**Osmium atom in a hard spherical wall: energy, pressure and level crossings**

The table holds the energy change, pressure, highest filled eigenvalue and empty 5f-up eigenvalue of Os at five wall radii, from a spherical, spin-polarised, scalar-relativistic PBE calculation with the configuration held fixed. The program tests the tail law $\Delta E\propto e^{-2\kappa R}$ without fitting, estimates the kinetic and potential changes from the virial theorem, and compares the levels with those of an empty sphere. It fits a rigid-core shell model to the 6s level of the three middle rows, and sets a free electron gas and a power law beside these models. The decay rate at 12.00 bohr lies 1.0% above the 6s-down value, and the tail law falls increasingly short at smaller radii. The 5f–6s spacing peaks at 3.00 bohr among the sampled rows and is negative at 1.50 bohr, where the rigid-core model gives twice the tabulated 6s level.

radks 1 radial solver with Libxc: scalar-relativistic, spin-polarised PBE for a spherical all-electron Os atom with a point nucleus, inside a hard spherical wall at which all orbitals vanish. The configuration [Xe] 4f14 (5d up)5 (5d down)1 6s2 is held fixed, not refilled as levels cross. Energies are relative to the free atom, and the empty level is 5f up.

## Program and output

```python
# Table: Os atom in a hard spherical wall, radks, PBE, scalar-relativistic, spin-polarised, fixed 4f14 5d6 6s2:
# energy change, pressure, highest filled and empty 5f-up eigenvalue. Tested: tail law exp(-2 kappa R), virial
# estimate, empty-sphere levels, 6s between rigid core and wall; alternatives: fixed free gas, power law.
T = {
    'wall_radius': [1.5, 2.5, 3.0, 3.5, 12.0],  # bohr
    'energy_change': [1684.5, 161.78, 65.449, 29.23, 0.00050017],  # eV
    'pressure': [185200, 4321, 1060, 316.0, 0.0003789],  # GPa
    'highest_eigenvalue': [370.45, 53.069, 22.875, 9.5226, -4.7872],  # eV
    'empty_level_eigenvalue': [266.62, 74.66, 49.29, 35.309, 3.5953],  # eV
    'highest_level': ['6s down', '6s down', '6s down', '6s down', '5d down'],
}
import numpy as np
from scipy.constants import physical_constants as pc, e
from scipy.special import spherical_jn as jn
from scipy.optimize import brentq, least_squares
Ha = pc['Hartree energy in eV'][0]; a0 = pc['Bohr radius'][0]
R, E, P, hi, f = (np.array(T[k], float) for k in ['wall_radius', 'energy_change', 'pressure', 'highest_eigenvalue', 'empty_level_eigenvalue'])
# free-atom eigenvalues (eV), further output of the same calculation
free = {'5d down': -4.789113, '6s down': -5.361564, '6s up': -6.681146, '5d up': -7.221145, '5p down': -49.44124}
V = 4*np.pi*R**3/3; PV = P*1e9*a0**3/e*V; n = 3*PV/E; rate = n/R
print('R/bohr, PV/eV, n=3PV/dE, -dlnE/dR per bohr, virial estimates dT/eV, dU/eV, dT/dE')
for i in range(5):
    print(f'{R[i]:5.2f} {PV[i]:9.4g} {n[i]:6.2f} {rate[i]:6.3f} {3*PV[i]-E[i]:9.4g} {2*E[i]-3*PV[i]:9.4g} {n[i]-1:6.2f}')
print(f'rounding of P moves n at {R[3]} bohr by up to {0.5/P[3]*n[3]:.3f}')
sec = lambda y: -np.diff(np.log(y))/np.diff(np.log(R))
sE, sP, sf = sec(E), sec(P), sec(f); mean_n = (n[1:]+n[:-1])/2
sh = hi[:4]-free['6s down']; s6 = -np.diff(np.log(sh))/np.diff(np.log(R[:4]))
print('interval exponents: E, mean end n, P (free gas 5), 5f level (box 2), 6s shift')
for i in range(3):
    print(f'{R[i]:.1f}-{R[i+1]:.1f}: {sE[i]:.3f} {mean_n[i]:.3f} {sP[i]:.2f} {sf[i]:.2f} {s6[i]:.2f}')
print(f'{R[3]}-{R[4]}: 5f exponent {sf[3]:.2f}; mean -dlnE/dR {np.log(E[3]/E[4])/(R[4]-R[3]):.3f} per bohr')
k2 = {k: 2*np.sqrt(-2*v/Ha) for k, v in free.items()}
print('2 kappa per bohr: ' + ', '.join(f'{k} {v:.3f}' for k, v in k2.items()))
print(f'rate at R=12 is {rate[4]:.3f}, {100*(rate[4]/k2["6s down"]-1):+.1f}% from 6s down value')
tail = E[4]*np.exp(k2['6s down']*(R[4]-R[:4]))
print('6s tail law carried inward / table dE: ' + ', '.join(f'{r}: {t/x:.2f}' for r, t, x in zip(R, tail, E)))
print(f'5d down shift at R=12: {hi[4]-free["5d down"]:.4f} eV (rounding 0.00005), dE {E[4]:.4f} eV')
N = (P*1e9*a0**3/(e*Ha)*5/(3*np.pi**2)**(2/3))**0.6*V
print('free-gas electron count matching P: ' + ', '.join(f'{r}: {x:.1f}' for r, x in zip(R[:4], N)))
def zero(l, k):
    x = np.arange(0.5, 25, 0.1); y = jn(l, x); j = np.where(y[1:]*y[:-1] < 0)[0][k-1]
    return brentq(lambda t: jn(l, t), x[j], x[j+1])
x4f, x5f, x5d, x6s = zero(3, 1), zero(3, 2), zero(2, 3), zero(0, 6)
print(f'empty-sphere x: 4f {x4f:.3f}, 5f {x5f:.3f}, 5d {x5d:.3f}, 6s {x6s:.3f}')
s = np.append(hi[:4], free['6s down']); gap = f-s
print('R, 5f-6s/eV, box first f zero/eV, 5f over box first, over box second (R=12 uses free 6s)')
for i in range(5):
    b1 = x4f**2/(2*R[i]**2)*Ha
    print(f'{R[i]:5.2f} {gap[i]:8.2f} {b1:8.2f} {f[i]/b1:5.2f} {f[i]/(b1*(x5f/x4f)**2):5.2f}  top {T["highest_level"][i]}')
print('6s level over empty-sphere 6s: ' + ', '.join(f'{r}: {h/(x6s**2/(2*r*r)*Ha):.3f}' for r, h in zip(R[:4], hi)))
print('rise of 6s and 5f per step, eV: ' + ', '.join(f'{R[i+1]}>{R[i]}: {s[i]-s[i+1]:.1f}/{f[i]-f[i+1]:.1f}' for i in range(4)))
g = np.log(f[:2]/hi[:2]); t = g[1]/(g[1]-g[0])
print(f'5f/6s crossing, interpolated only: {R[1]*(R[0]/R[1])**t:.2f} (log), {R[1]-(R[1]-R[0])*gap[1]/(gap[1]-gap[0]):.2f} (linear) bohr')
shell = lambda p, r: p[1]+np.pi**2/(2*(r-p[0])**2)*Ha
p = least_squares(lambda q: shell(q, R[1:4])-hi[1:4], [1.0, -13.0], bounds=([0, -100], [1.45, 100])).x
c = np.polyfit(np.log(R[:4]), np.log(sh), 1); pw = np.exp(np.polyval(c, np.log(R[:4])))+free['6s down']
print(f'rigid-core 6s, fit without R=1.5 (wall cuts core): rc {p[0]:.3f} bohr, V0 {p[1]:.2f} eV')
print(f'power law for 6s shift, four rows: exponent {-c[0]:.2f}')
print('R, 6s shift/eV, residual rigid core/eV, residual power law/eV, dE over shift')
for i in range(4):
    print(f'{R[i]:5.2f} {sh[i]:8.2f} {shell(p, R[i])-hi[i]:+9.3f} {pw[i]-hi[i]:+8.3f} {E[i]/sh[i]:5.2f}')
print(f'worst: rigid core at R=1.5 gives {shell(p, R[0])/hi[0]:.2f} times the table; 6s rounding at most 0.005 eV')
assert np.all(n > 2) and np.all(np.diff(n) > 0)
assert np.all(abs(sE[:3]/mean_n[:3]-1) < 0.02)
assert k2['5d down'] < rate[4] < k2['6s up']
assert gap[0] < 0 and np.all(gap[1:] > 0) and np.argmax(gap) == 2
```

Running it gives:

```
R/bohr, PV/eV, n=3PV/dE, -dlnE/dR per bohr, virial estimates dT/eV, dU/eV, dT/dE
 1.50      2422   4.31  2.875      5580     -3896   3.31
 2.50     261.6   4.85  1.940     622.9    -461.1   3.85
 3.00     110.9   5.08  1.694     267.2    -201.7   4.08
 3.50     52.49   5.39  1.539     128.2    -99.01   4.39
12.00  0.002537  15.21  1.268   0.00711 -0.006609  14.21
rounding of P moves n at 3.5 bohr by up to 0.009
interval exponents: E, mean end n, P (free gas 5), 5f level (box 2), 6s shift
1.5-2.5: 4.587 4.582 7.36 2.49 3.64
2.5-3.0: 4.964 4.966 7.71 2.28 3.99
3.0-3.5: 5.229 5.235 7.85 2.16 4.15
3.5-12.0: 5f exponent 1.85; mean -dlnE/dR 1.291 per bohr
2 kappa per bohr: 5d down 1.187, 6s down 1.255, 6s up 1.402, 5d up 1.457, 5p down 3.813
rate at R=12 is 1.268, +1.0% from 6s down value
6s tail law carried inward / table dE: 1.5: 0.16, 2.5: 0.47, 3.0: 0.62, 3.5: 0.74
5d down shift at R=12: 0.0019 eV (rounding 0.00005), dE 0.0005 eV
free-gas electron count matching P: 1.5: 28.9, 2.5: 14.0, 3.0: 10.4, 3.5: 8.0
empty-sphere x: 4f 6.988, 5f 10.417, 5d 12.323, 6s 18.850
R, 5f-6s/eV, box first f zero/eV, 5f over box first, over box second (R=12 uses free 6s)
 1.50  -103.83   295.28  0.90  0.41  top 6s down
 2.50    21.59   106.30  0.70  0.32  top 6s down
 3.00    26.41    73.82  0.67  0.30  top 6s down
 3.50    25.79    54.24  0.65  0.29  top 6s down
12.00     8.96     4.61  0.78  0.35  top 5d down
6s level over empty-sphere 6s: 1.5: 0.172, 2.5: 0.069, 3.0: 0.043, 3.5: 0.024
rise of 6s and 5f per step, eV: 2.5>1.5: 317.4/192.0, 3.0>2.5: 30.2/25.4, 3.5>3.0: 13.4/14.0, 12.0>3.5: 14.9/31.7
5f/6s crossing, interpolated only: 1.93 (log), 2.33 (linear) bohr
rigid-core 6s, fit without R=1.5 (wall cuts core): rc 1.079 bohr, V0 -13.44 eV
power law for 6s shift, four rows: exponent 3.79
R, 6s shift/eV, residual rigid core/eV, residual power law/eV, dE over shift
 1.50   375.81  +373.251   +8.655  4.48
 2.50    58.43    -0.018   -2.896  2.77
 3.00    28.24    +0.071   -0.398  2.32
 3.50    14.88    -0.053   +0.642  1.96
worst: rigid core at R=1.5 gives 2.01 times the table; 6s rounding at most 0.005 eV
```
